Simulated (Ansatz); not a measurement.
## Fe$_{9}$Co$_{7}$: pressure against volume

Fe$_{9}$Co$_{7}$, Pm-3m, a = 5.609 Å. The structure is a Materials Project entry; whether it is the stable form wasn't checked. Ansatz: PBEsol, PAW, 420 eV, Γ-centred 6×6×6 mesh on 16 atoms, Gaussian smearing 0.10 eV; collinear spin, largest moment 2.7 μB. Shape and atoms are relaxed at each volume; pressure is positive in compression.

```
V (Å³/atom) P (GPa)
      9.708    36.32
     10.039    24.88
     10.370    15.18
     10.701     6.99
     11.032    -0.04
     11.363    -6.22
     11.694   -11.43
     12.135        ?
```

Q: Take V0 = 11.032 Å³/atom, count pressures from its P0 = -0.04 GPa, fit the third-order Birch–Murnaghan form to the other rows, and predict the missing pressure.

A: With the Eulerian strain f = ½[(V0/V)^(2/3) − 1] and y = (P − P0)/[3f(1 + 2f)^(5/2)], the form is the line y = B0 + 1.5 B0 (B0′ − 4) f. Rows (f, y): 0.04449, 220.1; 0.03245, 218.7; 0.02106, 217.3; 0.01026, 217.1; -0.00976, 221.7; -0.01905, 219.6. Means f = 0.01324, y = 219.08; Σ(Δf)² = 0.002987, ΣΔfΔy = -0.06049; the slope is their ratio. y = 219.4 − 20.25 f GPa, so B0 = 219.4 GPa and B0′ = 4 + 2 × (-20.25)/(3 × 219.4) = 3.94. At V = 12.135, f = -0.03078, y = 220.02 and P = -17.37 GPa. The run gave -17.11 GPa, so the fit is 0.26 GPa too low, 0.49 % of the span of the series, against an rms of 0.13 GPa on the fitted rows. The row lies outside the fitted range. The row closest to V0 fixes y poorly, since a few hundredths of a GPa are divided by a small f; without it the line misses by less than half as much.

Only parallel moments were tried here.

Cost: 8 runs of about 26 core-minutes in all, on Intel Xeon 6975P-C (Granite Rapids) (shared hosts).

The pressure climbs faster on compression than it falls on expansion, as expected for a metal in which the kinetic-energy cost of squeezing the electrons increasingly outweighs the d-band bonding. The bulk modulus of 219.4 GPa is higher than is usual for Fe-Co alloys, probably because PBEsol tends to overbind 3d ferromagnets, giving too small a volume and hence too stiff a lattice.

The fitted derivative of 3.94 is ordinary for a transition metal, but its position just below 4 isn't significant. The values of y step upward from the compressed to the expanded side of V0, the pattern a small error in the common reference pressure would produce, and this step largely sets the negative slope. The held-out row points the other way, with the lattice softening on expansion more than the line allows. A large Fe-type moment that is nearly saturated would suit such a smooth curve, but without moments at each volume the magnetic share of the stiffness can't be separated.
